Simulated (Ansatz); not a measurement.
A series in volume scale on HfN

Free energy against uniform scaling of the volume at fixed shape and fractions; periodic cell, basis, potentials, k mesh and filling as listed. The results are calculated, by Ansatz 0.2.0.

The cell before it is scaled or strained (space group Fm-3m, No. 225):
```
cell vectors (Å)
   0.0000     2.2560     2.2560
   2.2560     0.0000     2.2560
   2.2560     2.2560     0.0000
atoms (fractions of the cell vectors)
Hf  0.00000  0.00000  0.00000
N   0.50000  0.50000  0.50000
```

Settings of every row: functional PBE; dispersion none; potentials PAW; wave cutoff 450 eV; density cutoff 1800 eV; k mesh 11x11x11; k shift 0x0x0; occupations fermi dirac; smearing width 0.1 eV; spin none.

Limits: coarse k mesh, up to 40 meV an atom off; odd electron count without spin; no spin-orbit coupling, which can matter with elements this heavy.

| row | volume scale | V (Å³/atom) | pressure (GPa) | energy above lowest point (meV/atom) |
| --- | --- | --- | --- | --- |
| 1 | 0.9 | 10.334 | 44.81 | 178.2 |
| 2 | 0.925 | 10.621 | 33.32 | 108.4 |
| 3 | 0.95 | 10.908 | 23.25 | 57.9 |
| 4 | 0.975 | 11.195 | 14.41 | 24.4 |
| 5 | 1 | 11.482 | 6.64 | 5.7 |
| 6 | 1.025 | 11.769 | ? | ? |
| 7 | 1.05 | 12.056 | -6.18 | 5.8 |
| 8 | 1.075 | 12.343 | -11.45 | 21.7 |
| 9 | 1.1 | 12.63 | -16.08 | 46.5 |

Question: what pressure should row 6 give?

Worked fit of pressure. Take u = (V_r/V)^(2/3) − 1 with V_r = 11.338 Å³ an atom, which is twice the finite (Eulerian) strain; such expansions in the strain, on which the Birch-Murnaghan equation of state is built, carry the rest volume and the bulk modulus. The shown rows have u = 0.06376, 0.04451, 0.02611, 0.0085, -0.00838, -0.04011, -0.05505, -0.06942. Least squares give pressure = 10.412 + 459.97 × u + 1190.3 × u² + 889 × u³ GPa; a parabola predicts inner rows, each left out in turn, worse (root mean square 0.061 against 0.0017 GPa). All shown rows lie on it to the printed digit. The pressure vanishes at u = -0.0241, or V = 11.76 Å³ an atom, and there the bulk modulus at fixed shape and fractions is B = −V dP/dV = (2/3)(1 + u) dP/du = 263 GPa. The withheld row has u = -0.02457, so the fit gives 10.412 + 459.97 × (-0.02457) + 1190.3 × (-0.02457)² + 889 × (-0.02457)³ = -0.18 GPa.

The calculation gave -0.18 GPa. The fit meets it to the printed digit.

The other values of row 6: energy above lowest point 0 meV/atom.
